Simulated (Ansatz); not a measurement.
All numbers below come from DFT PBE, scalar-relativistic, plane waves, PAW (Ansatz). All cells share a 420 eV cutoff and Γ-centred k meshes spaced at most about 0.3 Å⁻¹ (about 0.25 or finer for metals, 2π included). Collinear spin in cells that started with moments and kept them past the coarse steps, no spin elsewhere.

Energies over the elements count from the elements' standard structures at the same level (N₂ as a molecule), with no fitted energy shifts.

A relaxed structure of YCrC4N4 has 25.12 Å³/atom, +0.028 eV/atom against the elements, a gap of 0.87 eV on its mesh, a net moment of 0.50 μB/atom:

```cif
data_structure
_symmetry_space_group_name_H-M 'P-43m'
_symmetry_Int_Tables_number 215
_cell_length_a 6.3097
_cell_length_b 6.3097
_cell_length_c 6.3097
_cell_angle_alpha 90.000
_cell_angle_beta 90.000
_cell_angle_gamma 90.000
_cell_volume 251.21
loop_
_atom_site_label
_atom_site_type_symbol
_atom_site_symmetry_multiplicity
_atom_site_Wyckoff_symbol
_atom_site_fract_x
_atom_site_fract_y
_atom_site_fract_z
_atom_site_occupancy
Y1 Y 1 b 0.50000 0.50000 0.50000 1
Cr1 Cr 1 a 0.00000 0.00000 0.00000 1
C1 C 4 e 0.18659 0.18659 0.18659 1
N1 N 4 e 0.29485 0.29485 0.29485 1
```

Q: Ca takes the place of Y on the same sites, and the cell is relaxed. What changes?

A: CaCrC4N4 has a = 6.434 Å: 26.63 Å³/atom, +0.09 eV/atom against the elements, no gap on its mesh, a net moment of 0.40 μB/atom. The volume per atom changes by +6.0 % and the formation energy by +0.06 eV/atom (from unrounded values). The gap closes. Covalent radii: Y 1.90 Å, Ca 1.76 Å; electronegativities 1.22 and 1.00. The cell doesn't follow the covalent radius here. Ca is surrounded by 4 N at 2.35 Å; around Cr lie 4 C at 2.05 Å; C is surrounded by 1 N at 1.17 Å and 1 Cr at 2.05 Å; N is surrounded by 1 C at 1.17 Å and 1 Ca at 2.35 Å.

```
CELL_PARAMETERS angstrom
6.43372 0.00000 0.00000
0.00000 6.43372 0.00000
0.00000 0.00000 6.43372
ATOMIC_POSITIONS crystal
Ca 0.50000 0.50000 0.50000
Cr 0.00000 0.00000 0.00000
C 0.18388 0.18388 0.18388
C 0.18388 0.81612 0.81612
C 0.81612 0.18388 0.81612
C 0.81612 0.81612 0.18388
N 0.28906 0.28906 0.28906
N 0.28906 0.71094 0.71094
N 0.71094 0.28906 0.71094
N 0.71094 0.71094 0.28906
```

The two cells were relaxed from separate starts that ended on the same group and sites; neither need be the stable form of its compound. Kohn–Sham gaps at this level usually fall short of measured ones. In such compounds of Cr a zero gap at this level may well be an artefact, since no Hubbard U is applied. The reference form of C is held partly by dispersion forces, which this level lacks. The magnetic state reached may not be the lowest. Cells relaxed within their symmetry can be saddle points. Some types were kept out of the candidates beforehand, so the set may lack a known form.

Replacing Y with Ca changes the electron count as well as the size of the cation. With cyanide as the anion, the moments fit high-spin Cr(I) in the Y compound and high-spin Cr(II) in the Ca compound, one unpaired electron fewer per formula unit. A half-filled d shell lets exchange splitting open the gap. Removing an electron leaves the upper, triply degenerate d set of tetrahedral Cr partly filled, so the cubic Ca cell has no gap. A Jahn–Teller distortion could lift this degeneracy, so the result doesn't establish a metallic ground state.

The expansion follows ionic rather than covalent size: Ca(II) is larger than Y(III) and, with its lower charge, attracts the cyanide nitrogen less strongly. The coordinates place most of the expansion in the cation–nitrogen contacts, while Cr–C barely changes. The slightly shorter C–N bond in the Ca cell suggests weaker back-donation from the more oxidised Cr. Because cation size and Cr oxidation state change together, the rise in formation energy can't be assigned to either alone.
